The naive guess is that a small correction is a fixed fraction of the energy that it corrects. The first rows for Pd⁴⁺ seem to agree, with a Breit share of about −3 % of the excitation and a QED share of about +0.3 %. Carried to the last row, that guess gives a Breit share of thousands of cm⁻¹, where relativistic configuration interaction finds −170.3 cm⁻¹, or 0.19 %. Over all 33 rows the correlation between share and excitation is only −0.35 for Breit and 0.19 for QED. The shares follow something else, and it can be estimated on paper.

Levels of Pd⁴⁺ (Z = 46) from radial Dirac CI 1: relativistic configuration interaction with Dirac orbitals in exchange-only KLI potentials, closed core [Ar] 3d¹⁰, valence Slater integrals scaled by 0.85 and a P86 correlation estimate. Excitations are from 4s² 4p⁶ 4d⁶ ⁵D₄; the shares are their first-order parts from the zero-frequency Breit term and a model QED potential.

| level configuration | level term | J | level excitation (cm⁻¹) | level breit share (cm⁻¹) | level qed share (cm⁻¹) | weight of the leading LS term (%) |
| --- | --- | --- | --- | --- | --- | --- |
| 4s2 4p6 4d6 | 5D | 3 | 2034.8 | -75.9 | 7.5 | 98 |
| 4s2 4p6 4d6 | 5D | 2 | 3004.5 | -85.4 | 8.9 | 95 |
| 4s2 4p6 4d6 | 5D | 1 | 3732.3 | -110.0 | 11.5 | 96 |
| 4s2 4p6 4d6 | 5D | 0 | 4055.6 | -117.2 | 12.3 | 95 |
| 4s2 4p6 4d6 | 3P | 2 | 17026.0 | -7.5 | 0.3 | n/a |
| 4s2 4p6 4d6 | 3F | 4 | 18539.4 | 51.9 | -5.0 | n/a |
| 4s2 4p6 4d6 | 3H | 6 | 20081.4 | -103.7 | 3.9 | 96 |
| 4s2 4p6 4d6 | 3H | 5 | 20263.8 | -61.2 | 2.6 | 72 |
| 4s2 4p6 4d6 | 3F | 3 | 21098.6 | -76.5 | 5.6 | n/a |
| 4s2 4p6 4d6 | 3F | 2 | 21703.7 | -86.8 | 6.6 | n/a |
| 4s2 4p6 4d6 | 3H | 4 | 22131.3 | -151.7 | 11.6 | 62 |
| 4s2 4p6 4d6 | 3P | 1 | 22776.1 | -228.2 | 19.0 | n/a |
| 4s2 4p6 4d6 | 3P | 0 | 23088.5 | -152.9 | 12.4 | n/a |
| 4s2 4p6 4d6 | 3G | 5 | 25012.1 | -199.6 | 13.2 | 72 |
| 4s2 4p6 4d6 | 3G | 4 | 26150.7 | -191.1 | 13.5 | 79 |
| 4s2 4p6 4d6 | 3G | 3 | 26632.8 | -206.0 | 16.2 | 82 |
| 4s2 4p6 4d6 | 3D | 2 | 28487.3 | -76.9 | 5.4 | 85 |
| 4s2 4p6 4d6 | 3D | 1 | 29122.3 | -114.7 | 9.8 | 94 |
| 4s2 4p6 4d6 | 3D | 3 | 29404.4 | -123.4 | 9.1 | 95 |
| 4s2 4p6 4d6 | 1I | 6 | 31393.1 | -205.2 | 12.0 | 96 |
| 4s2 4p6 4d6 | 1G | 4 | 31850.1 | -276.3 | 20.3 | n/a |
| 4s2 4p6 4d6 | 1S | 0 | 34217.7 | -253.2 | 21.4 | n/a |
| 4s2 4p6 4d6 | 1D | 2 | 35335.2 | -201.3 | 13.9 | n/a |
| 4s2 4p6 4d6 | 1F | 3 | 39817.6 | -77.3 | 4.0 | 85 |
| 4s2 4p6 4d6 | 3P | 0 | 43544.4 | -45.7 | 3.0 | n/a |
| 4s2 4p6 4d6 | 3P | 1 | 44988.5 | -61.0 | 4.4 | n/a |
| 4s2 4p6 4d6 | 3F | 2 | 47267.7 | -144.3 | 10.4 | n/a |
| 4s2 4p6 4d6 | 3F | 4 | 47347.4 | -154.3 | 9.6 | n/a |
| 4s2 4p6 4d6 | 3F | 3 | 48653.2 | -249.0 | 18.3 | n/a |
| 4s2 4p6 4d6 | 3P | 2 | 48847.4 | -244.8 | 17.7 | n/a |
| 4s2 4p6 4d6 | 1G | 4 | 54418.6 | -197.5 | 12.3 | n/a |
| 4s2 4p6 4d6 | 1D | 2 | 70612.9 | -163.3 | 10.4 | n/a |
| 4s2 4p6 4d6 | 1S | 0 | 89696.7 | -170.3 | 11.4 | n/a |

Every row is a level of 4d⁶, measured from the lowest level ⁵D₄. The term symbol gives 2S+1 as a superscript and L as a letter, and J is the total angular momentum. The Breit share (B below) and the QED share (Q) are the first-order expectation values of the magnetic and retardation interaction between electrons and of the model radiative potential, each taken as level minus ground level. The last column gives the purity of the LS label. Its entry n/a marks terms that occur twice in d⁶, which are mixed like the others.

Both corrections are large for inner electrons, but the core is the same in every row and drops out. What is left can be argued from symmetry. A one-electron operator that respects rotations has only two values in a d shell, one for 4d₃/₂ and one for 4d₅/₂. With six electrons fixed, their common part cancels, and only the change of the gap between them matters. That gap is 5ζ/2, with ζ the spin-orbit constant, so the correction acts as a small change dζ:

share = dζ · Δx, with x = ⟨Σ l·s⟩ = dE/dζ.

An electron contributes +1 to x in 4d₅/₂ and −3/2 in 4d₃/₂, so Δx, counted from the ground level, grows by 2.5 for each electron moved upward. QED is such an operator. Breit is so only in its part between core and valence. B and Q have opposite signs in all 33 rows, which fits a Breit term that narrows the gap and a QED term that widens it.

## The ⁵D levels: a rule from the fine structure itself

For a pure quintet of a shell that is more than half full, x = −L·S/(2S) = −[J(J+1) − 12]/8. This is −1 for J = 4, and the Landé values of Δx, called a, are 1, 1.75, 2.25 and 2.5 for J = 3 to 0. The shares do not run in that proportion: B for J = 0 is about 1.5 times B for J = 3, not 2.5 times. A fixed percentage of the excitation does better but still fails at the first row, where B is −3.73 % of the interval against −2.84 to −2.95 % in the other three.

The missing piece is second-order spin-orbit mixing with the triplets, which counts twice. If the excitation is E = aζ + bζ², then Δx = dE/dζ = a + 2bζ, and eliminating b gives

Δx = 2E/ζ − a.

The same calculation gives ζ(4d) = 1785.6 cm⁻¹. For ⁵D₀, 2 × 4055.6/1785.6 = 4.543, so Δx = 4.543 − 2.5 = 2.04. For ⁵D₃ the correction goes the other way and raises Δx from 1 to 1.28. The purities point the same way, since ⁵D₃ (98 %) is less disturbed than the ground level (97 % in the same calculation) and the levels with J ≤ 2 (95 to 96 %) are more so.

A least-squares line through the origin on these four rows gives dζ = −56.6 cm⁻¹ for Breit and +5.87 cm⁻¹ for QED, that is −3.2 % and +0.33 % of ζ. For ⁵D₀ the rule then gives B = −56.55 × 2.043 = −115.5 and Q = 5.871 × 2.043 = 12.0 cm⁻¹, against −117.2 and 12.3 in the table. The row was one of the four fitted. The largest error relative to the table is 7 %, at ⁵D₂, and the rms error in B is 3.6 cm⁻¹, against 8.1 for a fixed percentage and 13.6 for pure Landé values, each with one fitted constant on the same rows.

The subtraction makes the rule sensitive to ζ. An error of 3 % in ζ, the size of the Breit effect itself, shifts 4.543 by 0.14 and Δx by 7 %. The constants were fitted with this ζ and should be used with it. For the same reason the misfit of ⁵D₂ deserves no cause: with Δx from the fuller model below, it is ⁵D₃ that stands apart from the other three. That model also gives Δx = 2.24 for ⁵D₀ where the hand formula gives 2.04, in part because the tabulated E already contains B and Q. The fitted constants are therefore effective ones: 12.3/2.24 = 5.49 in place of 5.87 for QED.

The size of the QED constant can be estimated from theory. A d electron hardly touches the nucleus, so the contact-like Lamb shift of s electrons is absent, and the s occupation changes only through small admixtures of configurations such as 4s 4p⁶ 4d⁷ and 4d⁵5s, which may add to the scatter of Q but are not resolved here. What should mainly remain is the anomalous magnetic moment, which multiplies the spin-orbit interaction by 1 + α/π, with α/π = 0.0023. For the bare nuclear field the spin-orbit constant is α²R·Z⟨r⁻³⟩, with α²R = 5.84 cm⁻¹ and, from the same calculation, ⟨r⁻³⟩ = 9.55 bohr⁻³. Then 5.84 × 46 × 9.55 ≈ 2570 cm⁻¹, and 0.0023 of this is about 6 cm⁻¹, close to the fitted value with nothing adjusted. Applied to the screened ζ the factor would give about 4. The agreement would fit a model potential that acts through the unscreened nuclear field, but one number does not establish this, and it does not show how the real ion behaves. The Breit sign is standard: the magnetic coupling of a 4d electron to the other electrons (spin-other-orbit) opposes the nuclear spin-orbit term. Closed shells carry no net current, so their part acts through exchange.

## From 17 000 to 23 000 cm⁻¹: the shares start again from zero

The excitation jumps by a factor of four at ³P₂, and the shares fall to −7.5 and 0.3 cm⁻¹. The jump is the Coulomb cost of turning a spin over, and dζ does not touch it. This level simply has nearly the same 4d₃/₂ content as the ground level. Its Q is only a few times the last printed digit, so its ratio B/Q means little.

To see whether Δx governs these rows too, the d⁶ configuration alone was diagonalised with the Slater integrals F² and F⁴ of the same calculation, scaled by 0.85, and the same ζ. Its levels were matched to the table by J and energy order. A line through the origin over all 33 rows gives Q = 5.75 Δx with a correlation of 0.995 and an rms error of 0.67 cm⁻¹, far above the 0.03 cm⁻¹ that rounding explains but small beside the spread of Q. The energies of this model are much worse, 2317 cm⁻¹ rms, too high for S, P and D terms above the quintet and too low for H and I, as fits the neglect of configuration mixing. A one-electron QED term is built into the calculation, so the close line tests the occupations of the model and not QED itself. It does mean that Q/5.75 can be read as a meter of Δx.

The one row with both signs reversed is ³F₄ at 18 539 cm⁻¹, with B = +51.9 and Q = −5.0. The calculation gives it only 45 % of its leading LS term and a g factor of 1.085, against 1.25 for a pure ³F₄. The model puts it at Δx = −0.63, a quarter of an electron more in 4d₃/₂ than the ground level has. It is the lowest of several neighbouring J = 4 triplets, and spin-orbit mixing pushes the lowest member of such a group down by loading it with 4d₃/₂. It is also the worst row of the line, which gives −3.6 for Q, so the sign is explained and the size is 28 % short. The model places the H terms too low and makes this level more ³H than ³F, so it does not have quite the mixture of the full calculation.

This repulsion is the qualitative rule for the crowded region: of two close levels with equal J, the lower loses share and the upper gains it. The cleanest case is ³H₅ and ³G₅, the only J = 5 levels of d⁶, each 72 % pure, with Q of 2.6 and 13.2. Likewise ³P₀ at 23 088 cm⁻¹ lies above ³P₁ but has the smaller shares. It is 73 % pure, and the ¹S₀ above it, at 70 %, has the largest Q of the table.

Here the percentage rule fails even in sign. From ³H₆ to ³H₅ the interval is 182.4 cm⁻¹, and −3.2 % of it is −5.8, whereas B changes by +42.5. Where first and second order nearly cancel, the derivative need not be in proportion to the interval. In this pair, though, Q moves by little more than 1 cm⁻¹, too little for such a change in B, so the two-electron part of Breit must also be at work.

## From 25 000 to 40 000 cm⁻¹: a typical size, and Breit from QED

For a level about which nothing is known, a sum rule sets the scale. The operator Σ l·s is traceless over the 210 states of d⁶, so the mean of Δx, weighted by 2J+1, equals −x of the ground level. That value can be had by hand. An admixture of weight w from a level at distance Δ lowers the energy by wΔ and so lowers x by 2wΔ/ζ. With w = 0.03 and Δ = 18 539 cm⁻¹, x = −1 − 2 × 0.03 × 18 539/1786 = −1.62. The diagonalisation gives the same number, but the match is partly luck, since a purity rounded to 97 % allows anything from about −1.5 to −1.7.

For QED the sum rule holds well: 1.62 × 5.87 ≈ 9.5 cm⁻¹, against a weighted mean of 9.18 in the table. For Breit it does not. It gives −91.5 where the table has −134.0, short by 32 %. The numbers thus show that the Breit constant of ⁵D does not carry over to the rest of the configuration. As a guess for a single level the mean is coarse: outside ⁵D, B is −144 ± 78 and Q is 10 ± 6 cm⁻¹ (mean and standard deviation). The two singlets ¹G₄ at 31 850 and ¹F₃ at 39 818 cm⁻¹ would both have Δx = 1.62 if pure, yet have Q of 20.3 and 4.0.

The ratio B/Q tells the same story. It is −9.5 to −10.1 in ⁵D, has a median of −13.9 elsewhere, and reaches −26.6 in ³H₆. Breit acts between pairs of 4d electrons as well, and one of these parts has a simple form. Electrons that orbit in the same sense are parallel currents and attract, with an energy that goes in the main as −Σ lᵢ·lⱼ, hence as −L(L+1). Adding this to the one-electron part measured by Q gives

B ≈ −12.8 Q − 1.34 [L(L+1) − 6] cm⁻¹,

with both constants from an unweighted least-squares fit to all 33 rows, using the L of the label.

For ¹I₆, L = 6 and the bracket is 36. Then −12.78 × 12.0 = −153.4 and −1.34 × 36 = −48.2, in sum −201.6 against −205.2 in the table, 2 % short. The best fit with Q alone, B = −13.3 Q, gives −159.8. This row was in the fit, has the longest lever on the L term, and is better than typical. Over the table the rms error is 18.6 cm⁻¹, down from 23.4 with Q alone, and the median error relative to the table is 10 %.

The gain is real for high L and modest overall, and the fit does not single out L: a second term in S(S+1), or one proportional to the excitation, lowers the rms error at least as much. The rule still misses ³H₆ by 22 cm⁻¹ although that level is 96 % pure, it makes the strongly mixed ³H₄ worse, and it gets the sign of the tiny B of ³P₂ at 17 026 cm⁻¹ wrong. Its two largest misses are ⁵D₀ and ⁵D₁, and it overstates the size of B in all four quintet rows: for ⁵D₀ it gives −12.78 × 12.3 = −157, a third too large in size. There the ratio −10 or the fine-structure rule should be used. Because of these rows the rule is no better for pure levels than for mixed ones, so poor L labels are not its main fault. A third term in S(S+1) brings the rms error to 13.9 cm⁻¹ but moves the other constants to −11.3 and −0.9. The three trade against each other, and −1.34 is not an orbit-orbit constant. The sign of the L term is what theory predicts. That spin-other-orbit and spin-spin coupling within the shell make up the spin dependence is a guess, and a weak one: a third term proportional to the excitation fits better than the spin term, leaves the L constant nearly unchanged, and takes over most of the spin term when both are present.

## The upper triplets and the last singlets

The second ³P is in normal order, with J = 0 lowest, opposite to the first, and the shares turn round with it: Q runs 3.0, 4.4, 17.7. For this term the crude percentage happens to work roughly, but that is no rule for wide intervals: across the first ³P, which is wider still, it overstates the QED difference by more than half. From ³P₀ to ³P₂ of the second ³P the interval is 48 847.4 − 43 544.4 = 5303 cm⁻¹, which gives −168 for Breit (3.17 %) and +17.4 for QED (0.329 %), against differences of −199.1 and 14.7 in the table, errors of 16 and 19 %.

The last three singlets are far from their neighbours, and their Q of 10.4 to 12.3 lies a little above the sum-rule value, as levels that are pushed mostly from below should. They are the rows where "Q about 10" can be trusted, whatever the excitation. Their B is less tidy. From ¹D₂ at 35 335 cm⁻¹ upward the two-term rule falls short in size in every row, by 33 cm⁻¹ at the top ¹S₀, where the L term pulls the wrong way. Some part of Breit may grow slowly with the Coulomb energy of the term, though the misfits do not rise steadily. A dependence on how closely the d electrons are paired is one candidate and mixing with 4p⁴4d⁸ another, and these numbers do not decide between them.

## How far the rules carry

The constants belong to this ion and this calculation. The shares are first-order values, not differences between runs with and without each term, so relaxation of orbitals is not in them. The empirical scale 0.85 enters through the energy denominators: narrower term spacings mean more mixing and a larger second-order part of Δx. The known weakness of the method for the fine structure of a weakly bound d electron outside closed shells does not concern the compact 4d shell of a fourfold ion. Outside ⁵D the shares are small beside what configuration mixing and the scale do to the term energies, so agreement with measured levels would not test them. They matter most for the fine structure of the ground term.

The form of the rules suggests what neighbours do. In a 3d⁶ ion ζ is much smaller against the term spacings, so x of the ground level approaches −1 and the Landé values become adequate. Reversed signs need not vanish with the mixing. The first ³P₂ and the second ³P₀, at Δx of only 0.06 and 0.58 here, already have x below −1, and in the d⁶ model they fall below the ground level as ζ shrinks, while ³F₄ rises above it. The spin-other-orbit effect lacks the factor Z of the nuclear term, so it should be a larger fraction of ζ there, while the QED fraction stays of order α/π, and the ratio B/Q should grow in size. In a 5d⁶ ion the opposite holds, and the expansion aζ + bζ² grows poor, first for J = 2. The shell is still far from pure j occupations, so the d⁶ matrix has to be diagonalised. In d⁴ the quintet is in normal order, but its lowest level again has the lowest x of the term, and the signs within it stay as here. In d⁵ the ⁶S ground level has no first-order x at all, so the mean share, which is set by second order alone, should be smaller. The rules stop where the table stops. In 4d⁵5s the number of d electrons changes, the common shift of the orbitals no longer cancels, and the self-energy of the s electron enters, which dζ does not describe.
